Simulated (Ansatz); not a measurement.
Be: pressure and energy change per atom against volume scale

Plane-wave DFT, scalar-relativistic PAW made under PBE with cores redone for the functional, no dispersion; the given relaxed cell is scaled uniformly, energy at zero smearing counts from the unscaled cell, pressure at the given Fermi-Dirac smearing is positive in compression. The results are calculated, by Ansatz 0.2.0.

The cell before it is scaled or strained (space group P6/mmm, No. 191):
```
Be
1.0
      3.5608     0.0000     0.0000
     -1.7804     3.0838     0.0000
      0.0000     0.0000     2.1834
Be
3
Direct
  1.00000 1.00000 1.00000
  0.33333 0.66667 0.50000
  0.66667 0.33333 0.50000
```

Settings of every row: spin polarised no; functional PBEsol; wave cutoff 420 eV; smearing width 0.1 eV; k mesh 12x12x16.

Atom starting moment: 0 on all atoms.

Limits: the cell comes from a prototype or a list of computed structures and needn't be the stable phase.

```csv
row,volume scale,V (Å³/atom),pressure (GPa),energy change per atom (meV)
1,0.88,7.033,?,?
2,0.92,7.352,11.16,20.86
3,0.96,7.672,5.11,4.89
4,1.04,8.311,-4.25,4.41
5,1.08,8.631,-7.86,16.69
6,1.12,8.951,-10.9,35.57
```

Question: what pressure and energy change per atom should row 1 give?

Worked fit of pressure. Take u = (V_r/V)^(2/3) − 1 with V_r = 8.311 Å³ an atom, which is twice the finite (Eulerian) strain; such expansions in the strain, on which the Birch-Murnaghan equation of state is built, carry the rest volume and the bulk modulus. The shown rows have u = 0.08517, 0.05478, 0, -0.02487, -0.04825. Least squares give pressure = −4.253 + 153.312 × u + 324.1 × u² GPa; a straight line predicts inner rows, each left out in turn, worse (root mean square 0.64 against 0.01 GPa). The rows lie off it by 0.00, -0.01, 0.00, 0.01, 0.00. The pressure vanishes at u = 0.0263, or V = 7.994 Å³ an atom, and there the bulk modulus at fixed shape and fractions is B = −V dP/dV = (2/3)(1 + u) dP/du = 117 GPa. Letting shape and atoms relax would as a rule lower it, by much in layered, chain or molecular crystals. The withheld row has u = 0.11774, so the fit gives −4.253 + 153.312 × (0.11774) + 324.1 × (0.11774)² = 18.29 GPa.

The calculation gave 18.39 GPa. The fit lies 0.10 GPa (0.34 % of the column's range) below it; its largest miss of a shown row is 0.01 GPa. This row lies beyond the range of the fit.

Worked fit of energy change per atom. Take u = (V_r/V)^(2/3) − 1 with V_r = 8.311 Å³ an atom, which is twice the finite (Eulerian) strain; such expansions in the strain, on which the Birch-Murnaghan equation of state is built, carry the rest volume and the bulk modulus. The shown rows have u = 0.08517, 0.05478, 0, -0.02487, -0.04825. Least squares give energy change per atom = 4.496 − 339.695 × u + 6260.03 × u² meV; a straight line predicts inner rows, each left out in turn, worse (root mean square 12 against 0.27 meV). The rows lie off it by -0.11, 0.22, -0.09, -0.13, 0.11 (root mean square 0.14 meV). The withheld row has u = 0.11774, so the fit gives 4.496 − 339.695 × (0.11774) + 6260.03 × (0.11774)² = 51.28 meV.

The calculation gave 50.08 meV. The fit lies 1.20 meV (2.4 % of the value, 2.6 % of the column's range) above it; its largest miss of a shown row is 0.22 meV. This row lies beyond the range of the fit.
